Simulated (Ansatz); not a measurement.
## A series in volume per atom on ZrB2

Results calculated with Ansatz 0.2.0, not measured. Periodic Kohn-Sham DFT of a crystal at fixed atoms; pressure and stress are positive in compression; the energy is the free energy less that of spherical unpolarised free atoms; site moments are those in the method's own spheres, positive along +z.

Cell of the first row (space group P6/mmm, No. 191):
```
cell vectors (Å)
   3.1004     0.0000     0.0000
  -1.5502     2.6850     0.0000
   0.0000     0.0000     3.4481
atoms (fractions of the cell vectors)
Zr  0.00000  0.00000  0.00000
B   0.33333  0.66667  0.50000
B   0.66667  0.33333  0.50000
```

Settings of every row: method frozen-core PAW; functional LDA; relativity scalar; k mesh 12x12x9; filling fermi-dirac; smearing width 0.05 eV; wave cutoff 420 eV; paw set soft_2.

Atom start moment: 0 on all atoms.

Limits: PAW files made with PBE.

```
row  volume per atom (Å³)  pressure (GPa)
  1                 9.568           9.024
  2                 9.772               ?
  3                 9.975           -2.38
  4                10.077           -4.89
  5                10.179          -7.276
  6                10.281          -9.546
  7                10.382         -11.704
  8                10.586          -15.71
  9                 10.79         -19.332
```

Question: what pressure should row 2 give?

Worked fit of pressure. Take u = (V_r/V)^(2/3) − 1 with V_r = 10.23 Å³ an atom, which is twice the finite (Eulerian) strain; such expansions in the strain, on which the Birch-Murnaghan equation of state is built, carry the rest volume and the bulk modulus. The shown rows have u = 0.04561, 0.01697, 0.0101, 0.00334, -0.00331, -0.00978, -0.02255, -0.03491. Least squares give pressure = −8.4346 + 342.644 × u + 877.96 × u² GPa; a straight line predicts inner rows, each left out in turn, worse (root mean square 0.45 against 0.011 GPa). The rows lie off it by 0.004, -0.013, -0.006, 0.004, 0.013, -0.002, 0.005, -0.006 (root mean square 0.0077 GPa). The pressure vanishes at u = 0.0232, or V = 9.884 Å³ an atom, and there the bulk modulus at fixed shape and fractions is B = −V dP/dV = (2/3)(1 + u) dP/du = 262 GPa. Letting shape and atoms relax would as a rule lower it, by much in layered, chain or molecular crystals. The withheld row has u = 0.03101, so the fit gives −8.4346 + 342.644 × (0.03101) + 877.96 × (0.03101)² = 3.035 GPa.

The calculation gave 3.035 GPa. The fit meets it to the printed digit.
